**Q.** These six platinum ions run from a filled 4d shell to a single 1s electron. What makes the ionisation energy climb so unevenly along them?

Ionisation energies of Pt ions in their ground configurations, as total-energy differences from PySCF 2.14.0 with HF, LDA, PBE and PBE0 (non-relativistic, point nucleus, one real unrestricted determinant in D2h, open shells at highest spin). The even-tempered Gaussian bases, up to g functions, are scaled to each ion. Tabulated values are NIST's, ground level to ground level.

```csv
species,electrons,configuration,final configuration,HF (eV),LDA less HF (eV),PBE less HF (eV),PBE0 less HF (eV),tabulated (eV),uncertainty of the tabulated value (eV),kind of the tabulated value
Pt32+,46,[Kr] 4d10,[Kr] 4d9,1412.30,0.34,0.15,0.69,1402,4,theoretical
Pt38+,40,[Kr] 4d4,[Kr] 4d3,1751.72,1.38,1.11,1.32,1763,4,theoretical
Pt49+,29,[Ar] 3d10 4s1,[Ar] 3d10,2630.21,6.46,7.78,5.99,2827.8,1.4,semi-empirical
Pt51+,27,[Ar] 3d9,[Ar] 3d8,4860.84,-0.14,-1.44,-0.46,4839,4,theoretical
Pt76+,2,1s2,1s1,81453.47,-86.72,-12.41,-9.02,88955.1,0.3,theoretical
Pt77+,1,1s1,bare nucleus,82777.00,-92.16,-13.74,-10.27,90659.8,0.17,theoretical
```

**A.** The HF column is the non-relativistic Hartree–Fock energy of the final configuration less that of the initial one, the three "less HF" columns say how far each density functional moves it, and "tabulated" is a reference that includes relativity. Both HF and the tabulated value rise from each row to the next, by a total factor of 58.6 and 64.7.

The simplest limit is Pt77+. One electron sees the bare nucleus, and the Schrödinger result is $I = Z^2\,\mathrm{Ry}/n^2$, with $Z = 78$, principal quantum number $n = 1$ and Ry the Rydberg energy. This gives 82777.04 eV; HF lies 0.04 eV lower, which is the basis error of that row. For any other ion one can write $I = Z_\mathrm{eff}^2\,\mathrm{Ry}/n^2$ and read $Z_\mathrm{eff}$ from HF. That reading describes and does not test, but it separates two causes. While $n$ stays fixed, only the screening changes. It depends on how many electrons remain and on how deeply the departing orbital penetrates them: from Pt38+ to Pt49+ eleven electrons go and the one removed is 4s instead of 4d, which together raise HF by a factor of 1.502. When a shell is emptied, $n$ drops and the energy jumps. From Pt49+ (4s removed) to Pt51+ (3d removed) the ion loses just two electrons and $Z_\mathrm{eff}$ hardly moves, from 55.62 to 56.70, yet HF grows by a factor of 1.848. Of this, $(4/3)^2 = 1.778$ is the change of shell. The largest leap, from Pt51+ to Pt76+, is a factor of 16.757 in HF: 9 comes from the drop from $n = 3$ to $n = 1$, and 1.862 from the screening lost with the 25 electrons between these rows.

**Q.** How much charge does one electron in the same shell hide?

**A.** The two-electron limit answers this on paper. For 1s² with a scaled hydrogenic orbital of exponent $\xi$, the energy in hartree is $\xi^2 - 2Z\xi + 5\xi/8$. The minimum is at $\xi = Z - 5/16$, with energy $-(Z-5/16)^2$. Subtracting this from the one-electron energy $-Z^2/2$ gives

$$I(1s^2) = \frac{Z^2}{2} - \frac{5Z}{8} + \frac{25}{256}\ \text{hartree},$$

or 81453.14 eV, which is 0.33 eV below HF. At large $Z$ this is close to $(Z-5/8)^2/2$, so the screening seen in the ionisation energy is 5/8, twice the 5/16 that the orbital feels: the departing electron takes the whole repulsion of the pair with it. The value read from HF for Pt76+ is 0.63.

The same doubling helps with 4d. Between Pt32+ and Pt38+ six electrons go, HF rises by 56.6 eV per electron, and $Z_\mathrm{eff}$ by 0.77 per electron, not far from twice the 0.35 of Slater's rules. Two rows give a mean slope and cannot show that the rise is linear. Nor can they isolate the exchange part: the electron leaving 4d¹⁰ has four partners of its own spin and the one leaving high-spin 4d⁴ has three.

Slater's rules, applied as total-energy differences with nothing fitted, get the order of the rows and the jumps, and are poor in size. Relative to HF they are 24 % low for Pt32+ and 8 % low for Pt51+; Slater's effective $n^* = 3.7$ for the fourth shell cuts the first error to 11 % and overshoots 4s by 5 %. The rules count every s and p electron of the same $n$ as a perfect screen for a d electron. In a highly charged ion the nuclear field dominates and orbitals of equal $n$ have similar radii, so those electrons screen only in part. That is an argument from the hydrogenic limit, and it has the sign of the misfit.

**Q.** If HF is exact for one electron, why is it almost 8 keV below the tabulated value for Pt77+?

**A.** It is exact for the Schrödinger equation, and a 1s electron at $Z = 78$ is not slow: with the fine-structure constant $\alpha$, $(Z\alpha)^2 = 0.3240$. The Dirac binding energy of 1s is $mc^2(1-\gamma)$ with $\gamma = \sqrt{1-(Z\alpha)^2}$. Since $Z^2\,\mathrm{Ry} = mc^2(Z\alpha)^2/2 = mc^2(1-\gamma)(1+\gamma)/2$,

$$\frac{I_\mathrm{Dirac}}{Z^2\,\mathrm{Ry}} = \frac{2}{1+\gamma}.$$

Here $\gamma = \sqrt{0.6760} = 0.8222$, the ratio is $2/1.8222 = 1.0976$, and the binding energy becomes 90854 eV. The shift is 8077 eV with no fitted constant, against a gap, tabulated less HF, of 7883 eV. The leading term alone, $(Z\alpha)^2/4$ of the energy, gives 6705 eV, so the expansion in $Z\alpha$ cannot be cut at first order here.

The tabulated value lies 194 eV below the point-nucleus Dirac energy, far outside its stated uncertainty. The standard cause is the Lamb shift: quantum-electrodynamic self-energy and the finite size of the nucleus weaken s binding, and vacuum polarisation returns part of it. The table does not split the remainder. The tabulated number is itself theoretical, so the comparison sets one calculation against a more complete one.

In Pt76+ the gap is a slightly smaller fraction, 9.21 % of HF against 9.52 %, because relativity also stiffens the repulsion. The step from the last row to the one before costs 1323.5 eV in HF and 1704.7 eV in the tabulated values. Contracted Dirac 1s densities repel with 1527.7 eV, and the magnetic (Breit) interaction adds 171.9 eV at lowest order, leaving 5.1 eV. So small a remainder is partly luck, because the omissions have opposite signs. The magnetic term is cut at lowest order in $Z\alpha$, and its higher orders add to the repulsion; orbital relaxation (about 3 eV in HF) and correlation (about 1 eV) reduce it. What the estimate does show is that contraction and magnetism together account for most of the 381 eV ($1704.7 - 1323.5$) by which the tabulated step exceeds the HF one.

**Q.** A 4s electron in Pt49+ sits outside 28 others and is bound some thirty times more weakly. Shouldn't relativity have nearly vanished?

**A.** In eV it has shrunk, to 197.6, but as a fraction of HF it is still 7.51 %. Two limits frame it. If the electron moved everywhere in the screened charge 55.62, the hydrogenic Dirac shift would be 3.61 %, or 95 eV, half of what is needed. In the other limit the fraction is taken at the bare charge. The Dirac formula for an s level replaces $n$ by $\nu = n - 1 + \gamma = 3.8222$, and to the order needed

$$\frac{I_\mathrm{Dirac}}{I_\mathrm{Schr}} \approx \left(\frac{n}{\nu}\right)^2\left[1 - \frac34\left(\frac{Z\alpha}{\nu}\right)^2\right] = 1.095 \times 0.983 \approx 1.077 .$$

The full formula gives 7.73 %, and $0.0773 \times 2630.21 = 203$ eV. This overshoots the gap by 3 %, and the row entered no fit.

The reason for preferring the bare charge is penetration. An s orbital has amplitude at the nucleus, and its relativistic correction is earned in the innermost lobes, where the electron is fast and sees the full $Z$. For a penetrating orbit in an ion of net charge $Z_a$ and effective quantum number $n^*$, the binding energy goes as $Z_a^2/n^{*2}$ and the density at the nucleus as $Z_a^2 Z/n^{*3}$, so the relative shift goes as $(Z\alpha)^2/n^*$ and contains no screened charge. This scaling is argued, not shown by the table, and it doesn't fix the prefactor to 3 %; with a single screened s row, part of the closeness may be luck. One consequence is visible directly: because 4s is pulled down and 3d is not, the jump from Pt49+ to Pt51+ is a factor of 1.711 in the tabulated values, smaller than the 1.848 of HF.

**Q.** The d rows break that pattern. The gap is small, and its sign goes minus, plus, minus. Is that noise in the tabulated values?

**A.** The gaps are −10.3, +11.3 and −21.8 eV, each outside the ±4 eV uncertainty. The hydrogenic Dirac model cannot give them, because it always binds more tightly. It has the wrong sign for Pt32+ and Pt51+ at either charge. For Pt38+ the screened version gives 15.2 eV, just within the uncertainty, which means little when the two other d rows fail.

A d electron is kept from the nucleus by the centrifugal barrier, so its direct stabilisation is weak, and the contracted s and p shells screen it better, which pushes it up. When these two standard effects nearly cancel, spin-orbit coupling is what remains. It splits d into a level $d_{5/2}$ at $+\zeta$ and a level $d_{3/2}$ at $-3\zeta/2$, where $\zeta$ is the spin-orbit constant of the shell.

Pt32+ is the clean case. The closed shell 4d¹⁰ has no first-order shift, and the ground level of 4d⁹ has its hole in $d_{5/2}$, so the ionisation energy falls by $\zeta$ in any coupling scheme. The same calculation gives this correction as −7.96 eV. It leaves −2.3 eV of the gap, inside the uncertainty, so the net spin-free relativistic shift of this 4d electron cannot be told from zero.

For the other two ions the answer depends on the limit. With weak spin-orbit coupling (LS), a level shifts by $\tfrac{A}{2}[J(J+1)-L(L+1)-S(S+1)]$, with $A = \pm\zeta/2S$ for a shell less or more than half full. The ⁵D₀ level of 4d⁴ drops by $3\zeta/2$ and the ⁴F₃/₂ level of 4d³ by $2\zeta$, so the ionisation energy moves by $-\zeta/2$. The run gives −4.63 eV, which has the wrong sign and widens the gap to 15.9 eV; the run is flagged as close to jj coupling, where this correction fails. With strong coupling (jj), four electrons fill $d_{3/2}$ and one of them must be removed, at a cost of $+3\zeta/2$. Taking $\zeta = 9.25$ eV from the LS figure gives +13.9 eV, near the gap. The sign supports the jj picture. The size is only indicative, since it assumes the same $\zeta$ in both ions and ignores the electrostatic price of recoupling the spins.

Pt51+ carries the same flag, but its two limits share a sign: $-\zeta/2 = -16.8$ eV in LS and $-\zeta = -33.6$ eV in jj. For a fixed $\zeta$ these are bounds, because 3d⁹ has no level to mix with, while mixing of the two $J = 4$ levels of 3d⁸ can only lower ³F₄, and not below the energy of two $d_{5/2}$ holes. The gap of −21.8 eV falls between them. How far along it lies can't be read off, as any spin-free shift is folded in. One more caution applies to Pt38+ and Pt51+. A single real determinant can describe the F term of 4d³ or 3d⁸, but the outputs list no orbital occupations, so an admixture of the higher P term, which would raise the HF ionisation energy, is not ruled out.

**Q.** Could missing correlation be the real source of the gaps? The functionals include it.

**A.** The numbers speak against it. Second-order perturbation theory (MP2) in the same runs adds between nothing and 1.7 eV to HF in every row, with inner shells frozen in the first four. The largest shift among the three functionals is 1.2 % of the gap for the 1s rows and 3.9 % for 4s. For the d rows it is at most 1.44 eV, below the tabulated uncertainty. Closeness to the tabulated column therefore cannot rank the methods. The bases differ between rows, and the 0.04 eV check belongs to the 1s basis only.

The Pt77+ shifts are not correlation at all, since that ion has no second electron. In HF the exchange energy cancels the self-repulsion of the 1s cloud, $5Z/16$ hartree or 663.3 eV, exactly. Integrated over the hydrogenic density, LDA exchange gives $-0.2680\,Z$ hartree in place of $-0.3125\,Z$. It leaves 14 % uncancelled, about 94 eV, against the table's −92.16 eV; the small positive rest has the sign of a spurious self-correlation. PBE exchange leaves 2 %, or 13.92 eV, against −13.74. PBE0 replaces a quarter of PBE exchange by the exact one, and its shift is 0.747 of the PBE shift. r2SCAN and TPSSh in the same run lie within 0.005 eV of HF, but their exchange is constructed to be right for the hydrogen 1s density.

That quarter gives a way to split any row. If PBE less HF is $x + c$, an exchange error plus a correlation part, then PBE0 less HF is $0.75x + c$, provided the orbitals are nearly the same, and $x = 4(\mathrm{PBE} - \mathrm{PBE0})$, good to about 0.04 eV given the printed digits. For Pt76+ this yields $x = -13.56$ and $c = +1.15$ eV, the latter close to the 1.24 eV of MP2. For Pt32+ the tiny PBE shift is a cancellation of −2.16 against +2.31. Pt49+ is the only row with positive $x$, +7.16 eV, so its apparent move towards the tabulated value is mostly exchange error. A guess is that semilocal exchange overrates the attraction between the 4s electron and the core it overlaps; the table doesn't decide this. The row-by-row values stand in the printed output below.

**Q.** What should I anticipate for a charge state between your rows?

**A.** Ask which subshell loses the electron. Within a shell the energy climbs as same-shell screening is removed, and it leaps at each closed shell by roughly the ratio of $n^2$. For an s electron a non-relativistic value will be low by roughly a tenth, and the fraction does not fall steadily with $n$: its leading coefficient $(n - 3/4)/n^2$ is 1/4 for 1s, 5/16 for 2s, 1/4 for 3s and 13/64 for 4s. A $p_{1/2}$ electron also has density at the nucleus and should lean the s way, $p_{3/2}$ much less. For d electrons the gap is under 1 % of HF in all three rows, and the jj picture suggests its sign: negative while $d_{5/2}$ is being emptied, positive once the count reaches four and $d_{3/2}$ is opened. That change of sign rests on theory and on the single row Pt38+. It is least safe for six or seven d electrons, where LS coupling gives the opposite sign to jj and the real ion may lie between the two.

Printed output of the fit:

```
rounding floor: 0.005 eV per entry, about 0.04 eV on the exchange split
1 TREND ion, n, Zeff, screening, N-1, Slater eV (err %), err % with n*=3.7
Pt32+ 4 40.75 37.25 45 1074 (-23.9) -11.1
Pt38+ 4 45.39 32.61 39 1353 (-22.8) -9.8
Pt49+ 4 55.62 22.38 28 2362 (-10.2) +4.9
Pt51+ 3 56.70 21.30 26 4460 (-8.2) -8.2
Pt76+ 1 77.37 0.63 1 81506 (+0.1) +0.1
Pt77+ 1 78.00 0.00 0 82777 (+0.0) +0.0
last/first: HF 58.6, tabulated 64.7
4d per electron removed: HF 56.6 eV, tab 60.2 eV, screening 0.77
Pt49+/Pt38+: HF 1.502 = n^2 1.000 x Zeff^2 1.502; tab 1.604
Pt51+/Pt49+: HF 1.848 = n^2 1.778 x Zeff^2 1.040; tab 1.711
Pt76+/Pt51+: HF 16.757 = n^2 9.000 x Zeff^2 1.862; tab 18.383
1s1: Z^2 Ry 82777.04, HF less model -0.04 eV; 1s2: 81453.14, HF less model +0.33 eV
1s1-1s2: HF 1323.5 eV, 5Z/8 1326.6 eV, tabulated 1704.7 eV
2 GAP (Z alpha)^2=0.3240; ion, tab-HF eV, unc, %, Dirac % (eV) at bare Z, at Zeff
Pt32+ -10.3 4 -0.73% | 1.20% (17.0) | 0.32% (4.6)
Pt38+ +11.3 4 +0.64% | 2.64% (46.3) | 0.87% (15.2)
Pt49+ +197.6 1.4 +7.51% | 7.73% (203.3) | 3.61% (95.0)
Pt51+ -21.8 4 -0.45% | 0.92% (44.6) | 0.48% (23.3)
Pt76+ +7501.6 0.3 +9.21% | 9.76% (7947.6) | 9.57% (7793.6)
Pt77+ +7882.8 0.17 +9.52% | 9.76% (8076.7) | 9.76% (8076.7)
1s1 Dirac 90853.8, shift 8076.7, leading order 6704.6, tab less Dirac -194.0 eV
1s2 repulsion: Dirac Coulomb 1527.7 + lowest Breit 171.9 = 1699.6, tab less model +5.1 eV
3 SPIN-ORBIT ion, LS shift, zeta, jj shift, gap less LS, gap less jj (eV)
Pt32+ -7.96 7.96 -8.0 -2.3 -2.3
Pt38+ -4.63 9.25 +13.9 +15.9 -2.6
Pt51+ -16.79 33.58 -33.6 -5.1 +11.7
4 FUNCTIONALS 1s self-repulsion 5Z/16 = 663.3 eV
LDA: Ex/Z -0.2680 Ha; 1s1 model -94.37 rest +2.21; 1s2 model -93.61 rest +6.89 eV
PBE: Ex/Z -0.3059 Ha; 1s1 model -13.92 rest +0.18; 1s2 model -13.81 rest +1.40 eV
PBE0: Ex/Z -0.3059 Ha; 1s1 model -10.44 rest +0.17; 1s2 model -10.36 rest +1.34 eV
PBE0/PBE shift: 1s1 0.747, 1s2 0.727
ion, PBE exchange error, PBE correlation, MP2-HF, max|shift| eV, % of HF, % of |gap|
Pt32+ -2.16 +2.31 +0.50 0.69 0.049 6.7
Pt38+ -0.84 +1.95 +0.05 1.38 0.079 12.2
Pt49+ +7.16 +0.62 +1.23 7.78 0.296 3.9
Pt51+ -3.92 +2.48 +1.73 1.44 0.030 6.6
Pt76+ -13.56 +1.15 +1.24 86.72 0.106 1.2
Pt77+ -13.88 +0.14 +0.00 92.16 0.111 1.2
```
